Q: I need the volume of YHSe at 40 GPa, and I would like to get it from a single bulk modulus taken at the gentle end of this table. Is that safe?

YHSe, 3 atoms in the cell, with cell and atoms relaxed at each pressure in space group P-6m2. Ansatz 0.2.0, LDA, plane-wave PAW, scalar-relativistic, no spin polarisation, cutoff 420 eV, k mesh 9×9×8, fixed occupations. Volume change is relative to the starting cell, which has a = 3.764 Å, c = 3.815 Å and 15.60 Å³ per atom.

| pressure (GPa) | volume per atom (Å³) | volume change (%) |
| --- | --- | --- |
| 1 | 15.44 | -1.01 |
| 4 | 15.01 | -3.74 |
| 12 | 14.11 | -9.57 |
| 20 | 13.41 | -14.02 |
| 30 | 12.73 | -18.41 |
| 40 | 12.18 | -21.93 |

A: Try it and compare with the last row. The bulk modulus is $K=-V\,dP/dV$, with $P$ the pressure and $V$ the volume per atom: the added pressure divided by the fraction of volume it removes. What do the rows at 1 and 4 GPa give?

Q: About 107 GPa. If $K$ stays constant, every further gigapascal removes the same fraction of what is left. Starting from 4 GPa, I get

$$V(40\ \text{GPa})=15.01\,\exp\!\left(-\frac{40-4}{107}\right)\approx 10.7\ \text{Å}^3 .$$

The table has 12.18 Å³.

A: So your volume is 12 % too small, and a density computed from it would be about 14 % too high. What fails here is the assumption of constant stiffness. The density functional calculation followed the stiffening, and your formula left it out.

Q: Could I have noticed this without the last row?

A: Yes, by comparing pressure steps of equal size. From 4 to 12 GPa the crystal loses 6.1 % of the volume it had before the step, but from 12 to 20 GPa only 4.9 %. A constant modulus requires these two percentages to be equal. The printed volume change is a less sharp test, because it refers to the starting cell, the one described above the table: its steps would shrink even at constant $K$, simply because less volume is left to lose.

Q: How strong is the stiffening over the whole table?

A: The modulus between neighbouring rows rises at every step, from 107 GPa at the start to 227 GPa between the last two rows. The crystal becomes about twice as hard to compress while losing roughly a fifth of its volume. No sudden change marks the place where the simple law breaks down, so the error grows quietly.

Q: Then I could fit one modulus to several rows and let it average out the change.

A: That hides the fault inside the fitted range and leaves it in place outside. With the constant-modulus law fitted to the four rows up to 20 GPa, the misses there stay below 1 GPa, which looks acceptable. Asked for the pressure at the smallest volume in the table, the same fit answers about 32 GPa instead of 40. A straight line of pressure against volume, fitted to the same rows, does worse still. The output after this text shows both tests.

Q: Why does the crystal stiffen at all? The same atoms are being squeezed.

A: Pressure is the downward slope of energy against volume, $P=-dE/dV$, so the modulus is the volume times the curvature of the energy curve, $K=V\,d^2E/dV^2$. For $K$ to rise, the curvature must grow faster than the volume shrinks. Consider the two ends of the curve. If you pull the crystal apart, the energy levels off, because separated atoms no longer feel each other. If you squeeze it towards zero volume, the energy must rise without bound, because electrons confined to ever less space gain kinetic energy. The curve is therefore lopsided, steep on the compressed side and shallow on the stretched side. The rising modulus in the table shows that here it is lopsided enough for the curvature to win over the shrinking volume.

Q: And what do the simple laws do at those ends?

A: They break down. The straight line comes from an energy that is a parabola in volume, and it lets the crystal vanish at a finite pressure equal to its zero-pressure modulus. The constant-modulus law needs infinite pressure to reach zero volume, but the total work of getting there is finite. On the stretched side both energies keep climbing instead of levelling off. Near the minimum these faults are invisible, since any smooth curve looks like a parabola there.

Q: Is there a chemical picture of the steep side?

A: In an ionic picture the compound consists of Y³⁺, H⁻ and Se²⁻, all with closed shells. Attraction between opposite charges grows slowly as the ions approach. The repulsion between overlapping closed shells, which follows from the Pauli principle, grows much faster. Each further bit of compression therefore meets a larger increase in repulsion than the one before. This is an argument from general chemistry, as the calculation gives the total energy and does not divide it into attraction and repulsion.

Q: Can the argument say how fast the modulus should rise?

A: Roughly, yes. Give the energy one attractive and one repulsive term that both fade on expansion:

$$E=-A\,V^{-p}+B\,V^{-q},\qquad q>p>0 .$$

Here $A$ and $B$ are positive constants. At zero pressure the two terms push with equal and opposite pressures, $-\Pi$ and $+\Pi$. Each operation $-V\,d/dV$ multiplies a term's pressure by its power plus one. Applied once it gives the modulus, $K_0=\Pi\,(q-p)$. Applied twice it gives $\Pi\,[(q+1)^2-(p+1)^2]$, and dividing by $K_0$ leaves

$$\left.\frac{dK}{dP}\right|_{P=0}=p+q+2 .$$

Q: So any two energy terms of this kind that fade on expansion make the modulus rise by more than 2 GPa per GPa?

A: Within this two-term model and at zero pressure, yes. A constant modulus would need $p+q=-2$, which means at least one energy term that grows in size as the crystal is pulled apart. The parabola in volume has $p=-1$ and $q=-2$, so its modulus even falls under pressure. In the table the modulus rises by 3.7 GPa per GPa on average, which is consistent with two fading terms.

Q: Which powers should I use in practice?

A: One practical choice is $p=2/3$ and $q=4/3$, which gives a slope of 4 at zero pressure. It amounts to an energy that is a parabola in the inverse square of a length instead of in the volume. Such an energy levels off on expansion and rises without bound on compression, as it should. The resulting pressure is the second-order Birch–Murnaghan equation,

$$P=\tfrac32K_0\left[\left(\frac{V_0}{V}\right)^{7/3}-\left(\frac{V_0}{V}\right)^{5/3}\right],$$

with $V_0$ the volume at zero pressure. The powers are a convenient description, and one should not read them as the true force law between the ions.

Q: It still has two constants, like the laws that failed. Does it do better?

A: Fitted to the same four rows, it gives $K_0\approx98$ GPa and $V_0\approx15.6$ Å³. Use it on the 40 GPa row, which had no part in the fit.

Q: The volume ratio is $15.6/12.18\approx1.281$. Its two powers are about 1.78 and 1.51, and they differ by 0.271. So

$$P\approx1.5\times98\times0.271\approx39.8\ \text{GPa}.$$

A: That is about half a per cent below the pressure set in the calculation, where the constant-modulus fit was 19 % too low. With the same rows and the same number of constants, the difference lies in the shape of the energy curve.

Q: Do the energies themselves show that shape?

A: They do. Between 1 and 40 GPa the calculated energy rises by 0.34 eV an atom, and the Birch–Murnaghan law gives the same figure. A parabola in volume with the same $K_0$ and $V_0$ gives only 0.23 eV, so it misses a third of the work of compression. Since pressure is the slope of energy, this is a check of consistency and not a second, independent proof. It does show where the error sits: the parabola is too flat on the compressed side.

Q: How would I judge a similar compound for which I know only the modulus at zero pressure?

A: Compare the working pressure with that modulus. If the modulus rises by about 4 GPa per GPa, it doubles once the pressure reaches a quarter of its initial value. Here that point lies near 25 GPa, and between the rows at 20 and 30 GPa the modulus is indeed 191 GPa, about twice 98. A softer solid with a similar slope gets there at a lower pressure, so a constant modulus serves it over a shorter range.

Q: May I then take 12.18 Å³ as the volume of a real sample at 40 GPa?

A: Take it as the LDA volume of this one structure, computed with PAW datasets that were made for another functional, PBE; the effect of that mismatch on the volume was not tested. LDA usually makes solids somewhat too dense. Thermal expansion is left out, and so is the zero-point motion of the light hydrogen atoms, which tends to expand a crystal. The relaxation also kept the symmetry of the starting structure. The relaxed cell may therefore be a saddle of the energy, which a distortion that breaks the symmetry would lower, and a change to another phase below 40 GPa remains untested. Such a change could make the volume drop suddenly, and a smooth equation of state fitted to the old phase would not foresee it.

Printed output of the fit:

```
Steps from the row before:
  row  middle pressure GPa  change in points of starting volume  change in % of volume before step  bulk modulus GPa
    4                  2.5                                -2.73                             -2.758             107.3
   12                    8                                -5.83                             -6.057               128
   20                   16                                -4.45                             -4.921             158.5
   30                   25                                -4.39                             -5.106             190.8
   40                   35                                -3.52                             -4.314             226.8
fit of pressure on 4 rows (pressure <= 20): constant 144.6 +/- 8.4, coefficient of x -145.6 +/- 9.1; rms 0.648, worst 12 0.869, leave-one-out rms 1.56
  rows outside the fit (model, value, miss): 30 25.74, 30, -4.26; 40 30.87, 40, -9.13
fit of pressure on 4 rows (pressure <= 20): constant -0.8467 +/- 0.62, coefficient of log(x) -134.7 +/- 6.6; rms 0.514, worst 12 0.699, leave-one-out rms 1.25
  rows outside the fit (model, value, miss): 30 26.55, 30, -3.45; 40 32.49, 40, -7.51
fit of pressure on 4 rows (pressure <= 20): coefficient of (s/x)**(7/3) - (s/x)**(5/3) 147 +/- 0.11, s 0.9997; rms 0.0129, worst 12 0.0201, leave-one-out rms 0.0339
  rows outside the fit (model, value, miss): 30 29.92, 30, -0.0793; 40 39.79, 40, -0.214
Average rise of bulk modulus per GPa of pressure, from the steps: 3.676
Zero-pressure bulk modulus of the finite-strain law, GPa: 97.99
Zero-pressure volume of the finite-strain law, cubic angstrom an atom: 15.6
Straight line, miss in pressure at the 40 GPa volume, %: -22.83
Constant modulus, miss in pressure at the 40 GPa volume, %: -18.77
Computed energy rise from 1 to 40 GPa, eV an atom: 0.3448
Same rise from the finite-strain law, eV an atom: 0.3443
Same rise from a parabola in volume with the same zero-pressure modulus, eV an atom: 0.2285
```
